Molybdenum is a body-centred cubic metal whose d levels change strongly with the wave vector of the electron. The table lists levels from a PBE calculation, counted from the Fermi energy: negative levels are occupied, positive ones empty. Its columns count levels up and down from that energy and do not follow one band, so entries near −35 eV are deep 4p levels. Rows are numbered from the top.

Levels of body-centred cubic Mo at points of the k mesh, counted from the Fermi energy, computed with JDFTx 1.7.0 (patched build) using PBE and scalar-relativistic PseudoDojo 0.5 standard pseudopotentials, without spin polarisation or spin–orbit coupling. The plane-wave cutoff is 1088.45 eV, the k mesh 12×12×12 and the Fermi-Dirac smearing width 0.05 eV.

```
point a (reciprocal cell vector)  point b (reciprocal cell vector)  point c (reciprocal cell vector)  level under 4 (eV)  level under 3 (eV)  level under 2 (eV)  level under 1 (eV)  level over 1 (eV)  level over 2 (eV)
                          0.0000                            0.0000                            0.0000               -7.13               -1.29              -1.287              -1.287              1.671              1.671
                          0.0000                            0.0000                            0.5000              -34.97              -34.56              -5.179              -3.278              1.599              1.692
                          0.1667                            0.1667                            0.1667              -34.86               -3.01              -3.010              -2.762              2.051              2.051
                          0.1667                            0.1667                           -0.1667               -1.18               -1.18              -0.751              -0.258              2.590             16.776
                          0.2500                           -0.4167                           -0.4167              -35.08               -4.11              -4.110              -0.644              2.839              2.839
                          0.3333                            0.3333                           -0.3333                   ?                   ?                   ?                   ?                  ?                  ?
                          0.5000                            0.5000                            0.5000                   ?                   ?                   ?                   ?                  ?                  ?
```

**(a) Row 1 is the zone centre Γ and row 7 the zone corner H. Which d levels should be occupied at H?**

*Solution.* At Γ, a given orbital has the same phase on every atom. The d levels form a lower threefold group, t2g, at −1.29 eV and an upper pair, eg, at 1.67 eV. The t2g orbitals reach towards the eight nearest atoms and overlap partly head-on, which makes the in-phase combination bonding. The eg orbitals point between these atoms and meet them only sideways. For d orbitals, that contact is antibonding when the phases are equal.

At H the phase alternates between the corners and the centres of the cubes. Every nearest neighbour now has the opposite sign, while the second neighbours, one cube edge away, keep theirs. What was bonding between nearest neighbours becomes antibonding, and the reverse. The order should therefore turn over, with eg occupied and t2g empty.

**(b) Estimate the levels in rows 6 and 7.**

*Solution.* On the line from Γ to H, the nearest-neighbour part of a d level can be written as $b\,w$. Away from that line the t2g levels can split, and the formula then describes the average of the group. Here $b$ is the value at Γ, negative for bonding, and $w$ is a product of three cosines that runs from 1 at Γ to −1 at H. Second neighbours contribute equally at both points, so

$$E(\mathrm{H}) = E(\Gamma) - 2b .$$

Row 5 lies near H, with $w=-0.65$, and can supply $b$. Its t2g levels average $(-0.644+2\times2.839)/3=1.68$ eV. With nearest neighbours alone, $b=(-1.29-1.68)/1.65=-1.80$ eV, which puts t2g at H at $-1.29+3.60=2.31$ eV. Allowing for second neighbours, with help from row 4, gives 3.11 eV.

The midpoint is the forecast: t2g at 2.7 ± 0.8 eV, filling both upper columns. The same procedure for eg, with row 2 supplying the second-neighbour part, gives an occupied pair at −6.0 ± 0.9 eV. This assumes that both levels listed above the Fermi energy in row 2 are eg, which the energies alone do not show. These error bars are judgements, since the model leaves out mixing between t2g and eg, and mixing of both with s and p orbitals.

Rows 4 and 6 lie one third and two thirds of the way from Γ to H. Between them $w$ goes from 0.5 to −0.5, and the second-neighbour part is again unchanged, so each d level shifts by $-b$. The midpoint $b$ for t2g is −2.00 eV, which lifts the pair at −1.18 eV in row 4 to an empty pair at 0.8 ± 0.6 eV in row 6.

For the occupied levels of row 6, the start is the mean of the two single levels under the Fermi energy in row 4, since their energies alone do not show which is eg. Subtracting the midpoint $b$ for eg, 3.8 eV, puts the highest occupied level at −4.3 ± 1.0 eV. One of the two occupied levels mixes with s orbitals, here assumed to be the lower one; it gets the same centre with ± 1.5 eV, largely a guess. With only two valence levels occupied in each withheld row, the two lowest columns should hold 4p levels at −34.8 ± 0.6 eV, the average of the highest one in each of rows 2, 3 and 5.

**(c) Compare with the calculation. What does the model get wrong?**

The withheld rows as computed:

```
point a (reciprocal cell vector)  point b (reciprocal cell vector)  point c (reciprocal cell vector)  level under 4 (eV)  level under 3 (eV)  level under 2 (eV)  level under 1 (eV)  level over 1 (eV)  level over 2 (eV)
                          0.3333                            0.3333                           -0.3333              -35.23              -35.23              -4.014              -3.768              0.735              0.735
                          0.5000                            0.5000                            0.5000              -35.47              -35.47              -5.270              -5.270              3.930              3.930
```

*Solution.* The order does turn over at H, and both rows have two occupied valence levels. All the row 6 forecasts fall within their ranges, as does the eg pair at H. The t2g level at H does not: it lies at 3.93 eV, 1.2 eV above the forecast. The 4p levels at H also fall just outside, 0.64 eV below the forecast, because a plain average ignores how they vary across the zone.

The good result for the upper pair in row 6 needs a second look. If $b$ is taken from the computed t2g level at H, the same rule puts this pair at 1.43 eV, whereas the calculation gives 0.74 eV. One value of $b$ therefore cannot serve both the whole path and its middle. The forecast may have done well because its $b$ came from row 5, which also lies between the special points.

Mixing with s and p orbitals is a likely cause. Symmetry forbids it for the d levels at Γ and H but allows it for many of them in between. An s or p level pushes a d level down if it lies higher, as expected in rows 5 and 6, and up if it lies lower. The sum of the five d levels fits this: about −0.5 eV at Γ and 1.3 eV at H, but −3.2 eV in row 5. An estimate for H that starts from row 5 then comes out too low, as the t2g forecast did. The eg forecast was also too low, but it is weak evidence for this: with nearest neighbours alone it comes within 0.1 eV of the computed level, and nearly all of its miss enters with the second-neighbour part taken from row 2. The sum alone does not settle the matter, since second neighbours also act differently in row 5. Mixing between t2g and eg, which leaves the sum unchanged, can lower the eg estimate as well.

The reversal of phase thus gives the order of the levels reliably here, but their positions only to about 1 eV. The printed analysis below lists both versions of the estimate and each miss.

Output of the analysis:

```
Splitting eg less t2g at the zone centre (eV): 2.959
t2g at H, first neighbours only (eV): 2.308
t2g at H, with second neighbours (eV): 3.11
eg at H, first neighbours only (eV): -5.338
eg at H, with second neighbours (eV): -6.581
First-neighbour term b of t2g, midpoint (eV): -1.998
First-neighbour term b of eg, midpoint (eV): 3.815
Forecast of both upper levels, rows 6 and 7 (eV): 0.3333 0.8184, 0.5 2.709
Error bar of the upper levels, rows 6 and 7 (eV): 0.3333 0.6, 0.5 0.8
Computed first upper level, rows 6 and 7 (eV): 0.3333 0.735, 0.5 3.93
Forecast less computed, first upper level (eV): 0.3333 0.08344, 0.5 -1.221
Forecast less computed, second upper level (eV): 0.3333 0.08344, 0.5 -1.221
Forecast of the two highest occupied levels, rows 6 and 7 (eV): 0.3333 -4.32, 0.5 -5.96
Error bar of the highest occupied level (eV): 0.3333 1, 0.5 0.9
Error bar of the next occupied level (eV): 0.3333 1.5, 0.5 0.9
Computed highest occupied level, rows 6 and 7 (eV): 0.3333 -3.768, 0.5 -5.27
Forecast less computed, highest occupied level (eV): 0.3333 -0.5519, 0.5 -0.6898
Forecast less computed, next occupied level (eV): 0.3333 -0.3059, 0.5 -0.6898
Forecast of the semicore levels, error bar 0.6 (eV): -34.83
Forecast less computed, third level down (eV): 0.3333 0.3967, 0.5 0.6367
Forecast less computed, fourth level down (eV): 0.3333 0.3967, 0.5 0.6367
Afterwards, row 6 upper pair from the computed H level (eV): 1.429
Afterwards, row 6 occupied level from the computed H level (eV): -3.975
```
